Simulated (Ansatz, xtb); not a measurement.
# Two isomers of C4H4BFN2

Structure I: `Bc1cncnc1F`, a singlet. Structure II: `Bc1cnc(F)nc1`, a singlet. Both are isolated molecules in the gas phase, relaxed with PBE-D3(BJ)/def2-SVP; the shapes shown needn't be the lowest conformers.

I (Å):

```yaml
atoms:
  - { symbol: C, position_ang: [-0.7134, 0.7746, 0.4142] }
  - { symbol: C, position_ang: [-0.1480, 1.1942, -0.8178] }
  - { symbol: C, position_ang: [0.3946, 3.2257, 0.0298] }
  - { symbol: C, position_ang: [-0.6353, 1.7752, 1.4189] }
  - { symbol: B, position_ang: [-1.3343, -0.6274, 0.5939] }
  - { symbol: F, position_ang: [-1.1257, 1.5250, 2.6299] }
  - { symbol: N, position_ang: [0.4028, 2.3980, -1.0273] }
  - { symbol: N, position_ang: [-0.1010, 2.9735, 1.2537] }
  - { symbol: H, position_ang: [-1.8155, -0.9780, 1.6498] }
  - { symbol: H, position_ang: [-1.3317, -1.3848, -0.3574] }
  - { symbol: H, position_ang: [-0.1533, 0.4941, -1.6732] }
  - { symbol: H, position_ang: [0.8432, 4.2252, -0.1176] }
```

II (Å):

```xyz
12

C    -0.5431    0.8372   -0.0456
C    -0.5557    0.7082    1.3682
C    -0.2165    2.9189    1.6140
C    -0.3420    2.1662   -0.5027
B    -0.7311   -0.3584   -0.9988
F    -0.0553    3.9479    2.4343
N    -0.3940    1.7382    2.2066
N    -0.1780    3.2128    0.3144
H    -0.9000   -1.4749   -0.5472
H    -0.7107   -0.1850   -2.2023
H    -0.7049   -0.2837    1.8327
H    -0.3145    2.3810   -1.5867
```

Task: Estimate E(II) − E(I) at the level CCSD(T)/def2-SVP + ΔMP2/def2-TZVPP.

Result: Too close to call at this level: CCSD(T)/def2-SVP + ΔMP2/def2-TZVPP gives E(II) − E(I) = −0.065 eV.

Level by level:

```
                             level             geometry  E(II) − E(I) (eV)  departure from the last row (eV)  job, with rough time for the two
                          GFN2-xTB             GFN2-xTB              −0.047                            +0.018              optimisation, 0.21 s
                         HF/STO-3G             GFN2-xTB              −0.040                            +0.025              single point, 0.94 s
                r2SCAN-D4/def2-SVP             GFN2-xTB              −0.076                            −0.012               single point, 6.4 s
               PBE-D3(BJ)/def2-SVP  PBE-D3(BJ)/def2-SVP              −0.069                            −0.004                optimisation, 31 s
                       HF/def2-SVP  PBE-D3(BJ)/def2-SVP              −0.090                            −0.025           part of the CCSD(T) run
                      MP2/def2-SVP  PBE-D3(BJ)/def2-SVP              −0.066                            −0.001           part of the CCSD(T) run
                  CCSD(T)/def2-SVP  PBE-D3(BJ)/def2-SVP              −0.063                            +0.002                      single point
CCSD(T)/def2-SVP + ΔMP2/def2-TZVPP  PBE-D3(BJ)/def2-SVP              −0.065                                               single point, 2.1 min
```

As drawn, both hold the same kinds of bond in the same numbers.

The largest departure from CCSD(T)/def2-SVP + ΔMP2/def2-TZVPP is that of HF/def2-SVP, 0.025 eV. The last row adds to CCSD(T) the change of the MP2 difference between the two basis sets, here −0.002 eV.

With thermal terms from frequencies at re-optimised GFN2-xTB minima (ideal gas, soft modes damped towards free rotors, one conformer each, 298.15 K, 1 atm): on the last row, ΔE + ΔZPE = −0.058, ΔH = −0.064, ΔG = −0.027 eV.

The correlated steps freeze 8 core orbitals. Codes used: Ansatz 0.2.0, xtb 6.7.1; the last row on 2 threads of Intel(R) Xeon(R) Processor @ 2.70GHz on a shared host.

Every level places the 2-fluoro-5-boryl isomer (II) slightly below the 4-fluoro-5-boryl one (I), by only −0.065 eV at the highest level. Hartree–Fock already gives this sign, so the lean towards II doesn't depend on electron correlation. The small gap fits the shared electronic pattern: in both planar structures, fluorine sits ortho or para to the boryl group, where its lone pair can donate through the ring towards boron's empty p orbital. II probably gains from having the C–F carbon between two ring nitrogens, and from avoiding the crowding and dipolar repulsion of neighbouring substituents in I, but the total energies can't separate these effects.

The preference shrinks to −0.027 eV in free energy, mainly through entropy. The twofold rotational symmetry of II probably contributes, since it lowers the rotational entropy relative to I. The ordering of the isolated monomers needn't carry over to condensed phases, where such boranes can form B–H–B bridges or bind to a ring nitrogen of a neighbour.
